\section{The Gailitis average over a Rydberg series of resonances}

An electron scattered by a positive ion at an energy just below an excitation threshold can be captured into an infinite series of autoionising states that converges on the threshold. The mean of an inelastic cross section over one member of the series is fixed by the scattering matrix just above the threshold, and it exceeds the value found there (Gailitis, 1963). We derive the result by quantum defect theory, in Seaton's notation, and apply it to the $^3P$--$^1D$ transition of O$^{2+}$ below the $^1S$ threshold.

\subsection{Premises and conventions}

(i) The Hamiltonian is non-relativistic, real and free of radiative coupling, and the nucleus is infinitely heavy. Total orbital momentum $L$, total spin $S_{\rm t}$ and parity $\pi$ are conserved, and everything below refers to one symmetry until a sum is written. A channel $k$ is a target term of energy $E_k$ coupled to an electron of orbital momentum $l_k$.

(ii) Beyond a radius $r_0$ the channels are uncoupled and the electron feels only $-ze^2/(4\pi\varepsilon_0 r)$, where $ze>0$ is the charge of the ion.

(iii) The solutions inside $r_0$ change little over the energy between two neighbouring resonances and between these and the threshold.

With the Bohr radius $a_0$ and ${\rm Ry}=\hbar^2/(2m_ea_0^2)=e^2/(8\pi\varepsilon_0a_0)$, set $\rho=zr/a_0$ and $\epsilon_k=(E-E_k)/(z^2\,{\rm Ry})$. The radial equation outside $r_0$ becomes
\begin{equation}
u''+\Big[\epsilon+\frac{2}{\rho}-\frac{l(l+1)}{\rho^2}\Big]u=0 ,
\label{eq:rad}
\end{equation}
with primes for $d/d\rho$. An open channel has $\epsilon=\kappa^2>0$. A closed channel has $\epsilon=-1/\nu^2$, so that $E=E_c-z^2{\rm Ry}/\nu^2$, and a unit step in $\nu$ spans the energy $D=dE/d\nu=2z^2{\rm Ry}/\nu^3$. The collision strength for terms $a\neq b$ is defined by
\begin{equation}
\sigma(a\to b)=\frac{\pi\,\Omega(a,b)}{g_ak_a^2},\qquad
\Omega(a,b)=\sum_{LS_{\rm t}\pi}\frac{(2L+1)(2S_{\rm t}+1)}{2}\sum_{i\in a}\sum_{j\in b}|S_{ij}|^2 ,
\label{eq:omega}
\end{equation}
where $g_a=(2L_a+1)(2S_a+1)$ and $\hbar^2k_a^2/2m_e=E-E_a$.

\subsection{Coulomb functions on both sides of a threshold}

At $\epsilon=0$ Eq.~\eqref{eq:rad} has the exact real solutions
\begin{equation}
s=\sqrt{\pi\rho}\,J_{2l+1}(\sqrt{8\rho}),\qquad c=-\sqrt{\pi\rho}\,Y_{2l+1}(\sqrt{8\rho}),\qquad s'c-sc'=1 .
\end{equation}
The Wronskian follows from $J'Y-JY'=-2/(\pi x)$ with $x=\sqrt{8\rho}$ and $dx/d\rho=4/x$. For $\rho\gg1$ the asymptotic forms of the Bessel functions give, with $p=\sqrt{2/\rho}$,
\begin{equation}
s\simeq p^{-1/2}\sin\phi,\qquad c\simeq p^{-1/2}\cos\phi,\qquad \phi=\sqrt{8\rho}-l\pi-\frac{\pi}{4}.
\label{eq:phase}
\end{equation}
For small $|\epsilon|$ of either sign, $s$ and $c$ denote the real solutions with unit Wronskian that continue these two. Expanding $p=(2/\rho+\epsilon)^{1/2}$ to first order and integrating shows that the phase accumulated up to $\rho$ changes by $\epsilon\rho^{3/2}/(3\sqrt2)$. At fixed $\rho$ the functions therefore pass smoothly through threshold, and \eqref{eq:phase} holds in the window $1\ll\rho\ll|\epsilon|^{-2/3}$. From this window outwards the WKB approximation is valid, since $d(1/p)/d\rho=(8\rho)^{-1/2}\ll1$, and the centrifugal term adds a phase of only $l(l+1)/\sqrt{2\rho}$.

\emph{Above threshold.} Here
\begin{equation}
\int_0^\rho\!\sqrt{\kappa^2+2/\rho'}\,d\rho'=\sqrt{\rho(\kappa^2\rho+2)}+\frac{2}{\kappa}\,{\rm arsinh}\big(\kappa\sqrt{\rho/2}\big)
\;\to\;\kappa\rho+\frac{1+\ln(2\kappa^2\rho)}{\kappa}
\end{equation}
as $\rho\to\infty$, and the integral reduces to $\sqrt{8\rho}$ in the window. Stirling's formula gives $\sigma_l=\arg\Gamma(l+1-i/\kappa)\simeq(1+\ln\kappa)/\kappa-l\pi/2-\pi/4$ for small $\kappa$. The phase $\phi$ thus tends to $\kappa\rho+\kappa^{-1}\ln(2\kappa\rho)-l\pi/2+\sigma_l$, and the amplitude to $\kappa^{-1/2}$. The functions $s$ and $c$ are the regular and irregular Coulomb waves, and $\varphi^\pm=c\pm is$ are outgoing and incoming waves whose flux is the same in every channel. In channels far above their thresholds $s$ and $c$ are defined by this asymptotic form.

\emph{Below threshold.} The outer turning point is $\rho_2=2\nu^2$. The substitution $\rho=2\nu^2\sin^2\theta$ gives
\begin{equation}
\int_0^{2\nu^2}\!\sqrt{2/\rho-1/\nu^2}\,d\rho=4\nu\int_0^{\pi/2}\!\cos^2\theta\,d\theta=\pi\nu ,
\end{equation}
so that the integral from a point $\rho$ in the window to $\rho_2$ is $\pi\nu-\sqrt{8\rho}$. By the connection formula, the solution that decays beyond $\rho_2$ is $W\propto p^{-1/2}\sin(\int_\rho^{\rho_2}p\,d\rho'+\pi/4)$ on the allowed side. By \eqref{eq:phase} its argument equals $\pi(\nu-l)-\phi$, and hence
\begin{equation}
W\propto\sin[\pi(\nu-l)]\,c-\cos[\pi(\nu-l)]\,s\;\propto\;\varphi^--e^{-2\pi i\nu}\,\varphi^+ .
\label{eq:W}
\end{equation}
The last step uses $\sin(\beta-\phi)=(e^{i\beta}e^{-i\phi}-e^{-i\beta}e^{i\phi})/2i$ and $e^{2\pi il}=1$. A linear relation among solutions of one equation holds at all $\rho$, down to $r_0$. For integer $\nu$, $W\propto s$, which reproduces the hydrogenic levels. The relation becomes exact as $\nu\to\infty$; its corrections are slow functions of $\epsilon$. All rapid dependence on energy sits in $e^{-2\pi i\nu}$: a closed Coulomb channel reflects the wave completely, with a phase that advances by $2\pi$ for each member of the series.

\subsection{The matrix $X$ and elimination of the closed channel}

For $N$ channels, open or closed, there are $N$ independent real solutions regular at the origin. Imposing nothing at infinity, combine them so that outside $r_0$ solution $j$ has in channel $k$ the component $F_{kj}=s_k\delta_{kj}+c_kK_{kj}$. Green's theorem for two solutions at the same energy, applied to the region inside $r_0$, gives
\begin{equation}
0=\sum_k(F'_{ki}F_{kj}-F_{ki}F'_{kj})=K_{ij}-K_{ji},
\end{equation}
by the unit Wronskian. So $K$ is real and symmetric on both sides of the threshold. Inserting $s=(\varphi^+-\varphi^-)/2i$ and $c=(\varphi^++\varphi^-)/2$ gives $F=[\varphi^+(1+iK)-\varphi^-(1-iK)]/2i$, and multiplication from the right by $-2i(1-iK)^{-1}$ gives
\begin{equation}
\tilde F=\varphi^--\varphi^+X,\qquad X=(1+iK)(1-iK)^{-1},\qquad X^\dagger X=1,\quad X^T=X .
\label{eq:X}
\end{equation}
When all channels are open, $X$ is the scattering matrix referred to Coulomb waves; the moduli $|X_{ij}|$ do not depend on that phase reference. The matrix $X$ is fixed by matching at $r_0$, where the inner solutions are smooth in $E$ by premise (iii) and $s,c$ are smooth by the preceding subsection. It continues through the threshold without a break. In particular $|X_{ic}|^2$ is finite there, so that the excitation collision strength of an ion starts at a finite value.

Below threshold, split the channels into open ($o$) and closed ($c$), the closed ones sharing one threshold. A physical solution is $\tilde FA$ with incoming amplitudes $A_o=1$ and unknown $A_c$; its outgoing amplitudes are $XA$. In each closed channel \eqref{eq:W} requires outgoing amplitude $=e^{-2\pi i\nu}\times$ incoming amplitude:
\begin{equation}
X_{co}+X_{cc}A_c=e^{-2\pi i\nu}A_c\quad\Rightarrow\quad A_c=-(X_{cc}-e^{-2\pi i\nu})^{-1}X_{co}.
\end{equation}
The outgoing amplitudes in the open channels, $X_{oo}+X_{oc}A_c$, form the scattering matrix,
\begin{equation}
S=X_{oo}-X_{oc}\,(X_{cc}-e^{-2\pi i\nu})^{-1}X_{co}.
\label{eq:S}
\end{equation}
For one closed channel write $X_{cc}=|X_{cc}|e^{2\pi i\mu_c}$. The poles lie at $\nu=n-\mu_c+i\ln|X_{cc}|/2\pi$ with integer $n$. Setting $E=E_n-i\Gamma/2$ and linearising $E(\nu)$ gives
\begin{equation}
\frac{\Gamma}{D}=-\frac{\ln|X_{cc}|^2}{2\pi},
\label{eq:width}
\end{equation}
independent of $n$. Widths and spacings both fall as $\nu^{-3}$, so the profile repeats and its mean survives up to the threshold.

\subsection{The average}

Define $\langle f\rangle=\int_{\nu_0}^{\nu_0+1}f\,d\nu$ with $X$ held constant, and put $\zeta=e^{2\pi i\nu}$. Unitarity of column $c$ gives
\begin{equation}
1-|X_{cc}|^2=\sum_{k\in o}|X_{ck}|^2 .
\label{eq:unit}
\end{equation}
Either every $X_{ck}$ vanishes and $S=X_{oo}$, or $|X_{cc}|<1$. In the second case $-(X_{cc}-\zeta^{-1})^{-1}=\zeta/(1-X_{cc}\zeta)$ has a geometric series that converges uniformly on $|\zeta|=1$:
\begin{equation}
S_{ij}=X_{ij}+X_{ic}X_{cj}\sum_{n=0}^\infty X_{cc}^{\,n}\,\zeta^{\,n+1}.
\label{eq:series}
\end{equation}
Term $n$ describes capture into channel $c$, $n+1$ excursions to the outer turning point with $n$ reflections at the core, and escape. Uniform convergence allows integration term by term, and $\langle\zeta^m\zeta^{*n}\rangle=\delta_{mn}$. Only positive powers appear in the sum, so $\langle S_{ij}\rangle=X_{ij}$, and in $|S_{ij}|^2$ all cross terms vanish:
\begin{equation}
\langle|S_{ij}|^2\rangle=|X_{ij}|^2+|X_{ic}|^2|X_{cj}|^2\sum_{n=0}^\infty|X_{cc}|^{2n}
=|X_{ij}|^2+\frac{|X_{ic}|^2|X_{cj}|^2}{1-|X_{cc}|^2}.
\label{eq:G}
\end{equation}
This is the Gailitis average. The derivation did not use $i\ne j$. For elastic scattering, $\langle S\rangle=X$ shows that the same extra term is added to $|1-X_{ii}|^2$.

With \eqref{eq:unit} the extra term is $|X_{ic}|^2\,b_j$, where $b_j=|X_{cj}|^2/\sum_k|X_{ck}|^2$. The probability $|X_{ic}|^2$, which above threshold is excitation of channel $c$, becomes below threshold a capture probability, shared among the open channels with branching ratios $b_j$ that add to one. Four consequences follow.

(a) $\sum_{j\in o}\langle|S_{ij}|^2\rangle=\sum_{j\in o}|X_{ij}|^2+|X_{ic}|^2=1$: flux is conserved.

(b) Just above threshold $|S_{ij}|^2=|X_{ij}|^2$. The averaged inelastic probability therefore drops, as the energy rises through the threshold, by $|X_{ic}|^2b_j\ge0$.

(c) The sum over all final channels, $\sum_j|\delta_{ij}-S_{ij}|^2=2-2\,{\rm Re}\,S_{ii}$, averages to $2-2\,{\rm Re}\,X_{ii}$ and is continuous. The total inelastic probability out of $i$ rises at threshold by $|X_{ic}|^2b_i$, the share that had returned to $i$.

(d) For weak coupling the extra term is of second order in the couplings $X_{ck}$, like $|X_{ij}|^2$, and not of fourth order: by \eqref{eq:width} the resonances narrow while their peaks stay of order one.

For several closed channels on one threshold, \eqref{eq:series} holds with $X_{oc}X_{cc}^nX_{co}$. If $X_{cc}=U\,{\rm diag}(x_\alpha)U^{-1}$ with all $|x_\alpha|<1$, and $t_\alpha=(X_{oc}U)_{i\alpha}(U^{-1}X_{co})_{\alpha j}$, the extra term is $\sum_{\alpha\beta}t_\alpha t_\beta^*/(1-x_\alpha x_\beta^*)$, whose cross terms spoil the simple branching form.

\subsection{O$^{2+}$: channels and an upper bound}

The terms $^3P$, $^1D$, $^1S$ of $2s^22p^2$ have even parity, so $\pi=(-1)^l$. Only doublets connect the triplet with a singlet, and the weight in \eqref{eq:omega} is $2L+1$. The $^1S$ term gives one channel, $l=L$, in each symmetry with $\pi=(-1)^L$ and none in the others. In such a symmetry $^3P$ needs $|L-1|\le l\le L+1$ with $l-L$ even, which leaves the single channel $l=L\geq1$.
\begin{center}
\begin{tabular}{lccc}
symmetry & $^3P$ & $^1D$ & $^1S$\\ \hline
$^2S^e$ & none & $d$ & $s$\\
$^2P^o$ & $p$ & $p,f$ & $p$\\
$^2D^e$ & $d$ & $s,d,g$ & $d$\\
$^2F^o$ & $f$ & $p,f,h$ & $f$
\end{tabular}
\end{center}
Within these three terms Eq.~\eqref{eq:G} applies as it stands. The series $(^1S)ns$ does not affect $^3P$--$^1D$, and symmetries such as $^2D^o$ pass the threshold continuously. Let $a_L=(2L+1)|X_{ic}|^2$ and $b_L=(2L+1)\sum_{j\in{}^1D}|X_{cj}|^2$ be the partial collision strengths $^3P$--$^1S$ and $^1D$--$^1S$ just above threshold. Then $(2L+1)(1-|X_{cc}|^2)=a_L+b_L$ by \eqref{eq:unit}, and summing \eqref{eq:G} over $j$ and $L$ gives the drop
\begin{equation}
\Delta\Omega=\langle\Omega(^3P,{}^1D)\rangle_<-\Omega(^3P,{}^1D)_>=\sum_L\frac{a_Lb_L}{a_L+b_L}\le\frac{AB}{A+B},
\label{eq:drop}
\end{equation}
with $A=\sum a_L=\Omega(^3P,{}^1S)$ and $B=\sum b_L=\Omega(^1D,{}^1S)$. The bound holds because $ab/(a+b)=\min_t[t^2a+(1-t)^2b]$, reached at $t=b/(a+b)$, and a sum of minima cannot exceed the minimum of the sum.

\subsection{A monopole model for the $p$ wave}

Keep only $p$ channels and only the monopole part of the electron--electron repulsion. The Hamiltonian then acts on radial coordinates alone, the three terms are degenerate, and the direct potential is the same in all channels. Exchange of the scattered electron 3 with the $2p$ electrons 1 and 2 enters as one radial kernel times the matrix of $\Pi_{13}+\Pi_{23}$, where $\Pi$ permutes spin and angular labels. The channel states have $\Pi_{12}=-1$. The class sum $\Pi_{12}+\Pi_{13}+\Pi_{23}$ is $-3$ on the antisymmetric and $0$ on the mixed representation of the permutation group, and the symmetric one contains no state with $\Pi_{12}=-1$. Hence $\Pi_{13}+\Pi_{23}=-2$ or $+1$, there are two eigenphases $\pi(\mu_0+\Delta)$ and $\pi\mu_0$ common to all symmetries, and $(1-\Pi_{13}-\Pi_{23})/3$ projects on the first.

Conjugation with $\Pi_{12}$ makes the two diagonal elements equal, so the projector has diagonal $v_k^2=(1-2\langle\Pi_{23}\rangle)/3$. Recoupling three momenta gives $\langle\Pi_{23}\rangle$ as the orbital factor $(2L_k+1)\{{1\atop1}{1\atop L}{L_k\atop L_k}\}$ times a spin factor, which for doublets is $+\frac12$ on a singlet and $-\frac12$ on a triplet parent. For $L=1$ the orbital factors are $\frac12,\frac16,\frac13$ for $^3P,{}^1D,{}^1S$, so $v^2=\frac12,\frac5{18},\frac29$. For $L=2$ they are $\frac12,-\frac12$ for $^3P,{}^1D$, so $v^2=\frac12,\frac12$. Each set adds to one, so the projector is $vv^T$ of rank one, and
\begin{equation}
X=e^{2\pi i\mu_0}\,(1+g\,vv^T),\qquad g=e^{2\pi i\Delta}-1,\qquad |g|^2=4\sin^2\pi\Delta .
\end{equation}
The model uses this $X$ with the real thresholds. In $^2P^o$ let $i,j,c$ be $^3P,{}^1D,{}^1S$. Since ${\rm Re}\,g=-|g|^2/2$, one has $1-|X_{cc}|^2=|g|^2v_c^2(1-v_c^2)$, and \eqref{eq:G} becomes
\begin{equation}
\langle|S_{ij}|^2\rangle=|g|^2v_i^2v_j^2\Big[1+\frac{v_c^2}{1-v_c^2}\Big]=\frac97\,|X_{ij}|^2 ,
\end{equation}
whatever $\Delta$ is. The profile follows from \eqref{eq:S} with $y=e^{2\pi i(\nu+\mu_0)}$ and $\eta=1+gv_c^2$:
\begin{equation}
|S_{ij}|^2=|g|^2v_i^2v_j^2\,\Big|\frac{1-y}{1-\eta y}\Big|^2 .
\end{equation}
It vanishes at $y=1$. The map $y\mapsto(1-y)/(1-\eta y)$ sends the unit circle to a circle through the origin. Its centre is the image of $\eta^*$, the mirror point of the pole $1/\eta$, and has modulus $|1-\eta|/(1-|\eta|^2)=1/[|g|(1-v_c^2)]$. The largest modulus is twice this, so the peak is $4v_i^2v_j^2/(1-v_c^2)^2=45/49$.

\subsection{Range of validity}

Take as approximate inputs $E(^1S)-E(^1D)\approx2.84$~eV ($4.55\times10^{-19}$~J) and $E(^1S)-E(^3P)\approx5.33$~eV ($8.54\times10^{-19}$~J), with $z=2$ and $z^2{\rm Ry}=54.4$~eV. The $^1D$ threshold lies at $\nu=4.38$, and only higher members enter the $^3P$--$^1D$ cross section.

\emph{Attractive Coulomb tail.} A neutral target, or a positron on a positive ion, has no such series, and the result does not apply.

\emph{Constancy of $X$.} For an assumed $\rho_0=10$ ($r_0=0.26$~nm) the phase $\rho_0^{3/2}/(3\sqrt2\nu^2)$ is $0.075$~rad at $\nu=10$ and changes by $2/\nu$ of this, $0.015$~rad, per period. Both are small, and they vanish towards threshold. A low member of a series on a higher term, such as a doublet $2s2p^3nl$ state, makes $X$ itself resonant. Equation \eqref{eq:G} then holds with the local $X(E)$ only where $D$ is small against the width of that state. The $r^{-3}$ coupling from the quadrupole moments of $^3P$ and $^1D$ extends beyond any $r_0$; it must be included in $K$, and it matters most for high $l$.

\emph{Smooth weight.} An observable is $\int w(\nu)\,\Omega\,d\nu$. Integrating each harmonic $\zeta^m$ by parts leaves an end term proportional to $w(\nu_0)$ at the lower limit, so the average reproduces the resonant part to a relative accuracy of order $w(\nu_0)/\int_{\nu_0}^\infty w\,d\nu$, the share of one resonance. The Maxwellian average has $w=(D/k_BT)e^{-\varepsilon/k_BT}$, with $\varepsilon$ the energy above $^1D$. At $T=10^4$~K, $k_BT=0.862$~eV. At $\nu=5$, $D=0.87$~eV, and individual positions are needed. At $\nu_0=10$, the binding is $0.544$~eV, $D=0.109$~eV, $w=0.0088$ and $\int w\,d\nu=0.033$, a ratio of $0.27$; the averaged form is fair from there upwards.

\emph{No radiative damping.} Radiative decay must be slow against $\Gamma/\hbar$; the numbers follow below. For highly charged ions, or for a threshold term with an allowed decay, it removes flux at high $\nu$ and smooths the step.

\emph{Coupling scheme.} The closed term $^1S_0$ has no fine structure and the $^3P_J$ thresholds are far away, so $LS$ coupling serves for sums over $J$. Below a split term, each level has its own $\nu$ once $D$ falls to the splitting.

\subsection{Numerical illustration}

Choose $\Delta$ so that the model gives the typical value $A\approx0.30$, all of it in $^2P^o$. Then $a_1=3|g|^2\cdot\frac12\cdot\frac29=|g|^2/3$ fixes $|g|^2=0.90$, $\sin^2\pi\Delta=0.225$ and $|\Delta|=0.157$. In $^2P^o$,
\begin{equation}
|X_{ij}|^2=0.125,\quad|X_{ic}|^2=0.100,\quad|X_{cj}|^2=0.0556,\quad|X_{cc}|^2=0.844 ,
\end{equation}
so $1-|X_{cc}|^2=0.156$, the extra term is $0.0357$ and $\langle|S_{ij}|^2\rangle=0.161$. The partial collision strength is $0.375$ above threshold and $0.482$ on average below, while within each period it swings between $0$ and $2.76$. With $b_1=0.167$, Eq.~\eqref{eq:drop} gives $\Delta\Omega=0.107$; the remaining $0.193$ of the captured $0.30$ returns to $^3P$. The symmetry $^2D^o$ adds $5|g|^2/4=1.125$ on both sides. The model's $\Omega(^3P,{}^1D)$ falls from a mean of $1.61$ to $1.50$, a step of $7$ per cent of the value above threshold. At $5.33$~eV with $g_a=9$, Eq.~\eqref{eq:omega} turns these into $4.0\times10^{-21}$ and $3.7\times10^{-21}$~m$^2$.

Equation \eqref{eq:width} gives $\Gamma/D=0.0269$, so $\Gamma=2.9$~meV at $\nu=10$ and $\Gamma/\hbar\approx4\times10^{15}\nu^{-3}$~s$^{-1}$. A typical radiative rate of the $np$ electron, of order $10^{10}\nu^{-3}$~s$^{-1}$, is less than $10^{-5}$ of this, and the forbidden decay of the $^1S$ core, about $2$~s$^{-1}$, competes only near $\nu\sim10^5$. The members above $\nu=10$ add $0.107\times0.033=0.0035$ to the Maxwellian collision strength at $10^4$~K, so the step shows in the cross section far more than in the rate.

The neglected quadrupole interaction rivals the effect. It splits the terms by up to $0.10$ of $z^2{\rm Ry}$, and it couples $^1D$ with $^1S$ directly, which raises the branching into $^1D$. Its largest influence is given by the bound in \eqref{eq:drop}: with typical inputs $A\approx0.3$ and $B\approx0.6$, taken from Maxwellian averages near $10^4$~K as stand-ins for threshold values, $\Delta\Omega\le0.20$, and equality is excluded because the $^2S^e$ part of $B$ has no partner in $A$. As typical knowledge and not as measurement, $\Omega(^3P,{}^1D)$ of O$^{2+}$ is near $2.2$, so the model's $1.5$ is low by roughly a third, and its $B$ is low by a factor between three and four. The model's step of about $0.11$ may accordingly be low by up to a factor of two, while the bound keeps it below about $9$ per cent of the typical collision strength.